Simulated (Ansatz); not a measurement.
A series in volume per atom on Mg

All results are calculated (Ansatz 0.2.0). Periodic Kohn-Sham DFT of a crystal at fixed atoms; pressure and stress are positive in compression; the energy is the free energy less that of spherical unpolarised free atoms; site moments are those in the method's own spheres, positive along +z.

Cell of the first row (space group Im-3m, No. 229):
```
cell vectors (Å)
  -1.4464     1.4464     1.4464
   1.4464    -1.4464     1.4464
   1.4464     1.4464    -1.4464
atoms (fractions of the cell vectors)
Mg  0.00000  0.00000  0.00000
```

Settings of every row: method all-electron PAW; functional PBEsol; relativity scalar; k mesh 16x16x16; filling fermi-dirac; smearing width 0.05 eV; nucleus gaussian.

Atom start moment: 0 on all atoms.

Limits: all rows lie far from zero pressure; cell far from its zero-pressure volume.

| row | volume per atom (Å³) | pressure (GPa) |
| --- | --- | --- |
| 1 | 12.103 | 75.157 |
| 2 | 12.109 | 75.016 |
| 3 | 12.36 | 69.73 |
| 4 | 12.618 | 64.716 |
| 5 | 12.747 | 62.352 |
| 6 | 12.875 | 60.077 |
| 7 | 13.004 | 57.889 |
| 8 | 13.133 | ? |
| 9 | 13.39 | 51.798 |
| 10 | 13.648 | 48.101 |

Question: what pressure should row 8 give?

Worked fit of pressure. Take u = (V_r/V)^(2/3) − 1 with V_r = 12.747 Å³ an atom, which is twice the finite (Eulerian) strain; such expansions in the strain, on which the Birch-Murnaghan equation of state is built, carry the rest volume and the bulk modulus. The shown rows have u = 0.03517, 0.03482, 0.02077, 0.0068, 0, -0.00664, -0.01322, -0.03228, -0.04451. Least squares give pressure = 62.3452 + 344.631 × u + 553.63 × u² GPa; a straight line predicts inner rows, each left out in turn, worse (root mean square 0.37 against 0.0071 GPa). The rows lie off it by 0.006, 0.000, -0.012, 0.002, 0.007, -0.004, 0.003, 0.001, -0.001 (root mean square 0.0054 GPa). The withheld row has u = -0.01969, so the fit gives 62.3452 + 344.631 × (-0.01969) + 553.63 × (-0.01969)² = 55.774 GPa.

The calculation gave 55.781 GPa. The fit lies 0.007 GPa (0.026 % of the column's range) below it; its largest miss of a shown row is 0.012 GPa.
